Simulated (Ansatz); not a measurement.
# LuF₃

The computed numbers are results of PBEsol, scalar-relativistic (no spin polarisation) in the plane-wave PAW code Ansatz at 420 eV, Γ-centred 10×10×8 mesh; PAW files: Ansatz's generated set soft_2.

```yaml
crystal:
  lattice:
    - [3.86206, 0.00000, 0.00000]
    - [-1.93103, 3.34464, 0.00000]
    - [0.00000, 0.00000, 4.26032]
  atoms:
    - { symbol: F, position: [0.33333, 0.66667, 0.60792] }
    - { symbol: F, position: [0.66667, 0.33333, 0.39208] }
    - { symbol: F, position: [0.00000, 0.00000, 0.00000] }
    - { symbol: Lu, position: [0.00000, 0.00000, 0.50000] }
```

The chain of runs began from a structure of the Materials Project database, expanded in volume; all values here are this work's own. Such entries can be computed or ordered models and not known phases.

Problem. What is the high-frequency dielectric tensor ε∞ (density-functional perturbation theory, local fields included)?

Solution. 2.48 (isotropic)

Problem. Give the Born effective charges (a third of the trace, site by site).

Solution. F -1.26, -1.30; Lu 3.82 e.

Problem. Where do the optical modes lie for q → 0 along (0.00, 1.00, 0.00), with the long-range field?

Solution. 130, 174, 219, 221, 241, 419, 419, 443 (×2) cm⁻¹.

Problem. Sketch the imaginary part of the dielectric function for independent particles (no excitons, no local fields), averaged over directions.

Solution. On a grid of 0.25 eV up to 12 eV it peaks at 9.50 eV with ε2 = 3.8; the gap on the mesh is 6.65 eV, and the smallest direct one, where absorption can begin, 6.82 eV.
```csv
ħω (eV),ε2
0.00,0.00
0.50,0.00
1.00,0.00
1.50,0.00
2.00,0.00
2.50,0.00
3.00,0.00
3.50,0.00
4.00,0.00
4.50,0.00
5.00,0.00
5.50,0.00
6.00,0.00
6.50,0.00
7.00,0.05
7.50,0.17
8.00,0.37
8.50,2.53
9.00,2.75
9.50,3.82
10.00,2.81
10.50,2.93
11.00,3.67
11.50,3.39
12.00,2.72
```

An ε∞ of 2.48 means a refractive index of √ε∞ = 1.57 below the gap, far above the lattice modes.

The mean Born charge of Lu is 3.82 against a formal +3. It exceeds the formal charge because moving the ion changes its mixing with the anions' p states, and electrons flow along the bond.

Semilocal functionals make the gap too small and so ε∞ somewhat too large. No spin–orbit coupling, a notable omission for heavy elements.

The low electronic polarisability fits a strongly ionic fluoride: the F 2p electrons are tightly bound, and the empty Lu 6s and 5d states lie far above them. Absorption starts weakly, with ε2 only 0.37 at 8.00 eV before it jumps to 2.53 at 8.50 eV. This suggests a dispersive, s-like conduction-band edge with few available transitions, followed by flatter 5d-derived bands, though without projected states a weak contribution from the filled 4f shell can't be excluded.

The Born charges exceed the formal ones only moderately, as expected for limited F 2p–Lu 5d mixing. Polar lattice modes should nevertheless raise the static dielectric constant well above ε∞. The trigonal cell permits uniaxial anisotropy, so the isotropic ε∞ reflects similar electronic responses along and across the axis and isn't required by symmetry.

LuF₃ ordinarily crystallises in an orthorhombic structure, so these values describe a different polymorph. The real zone-centre frequencies don't establish its dynamical stability at other wavevectors.
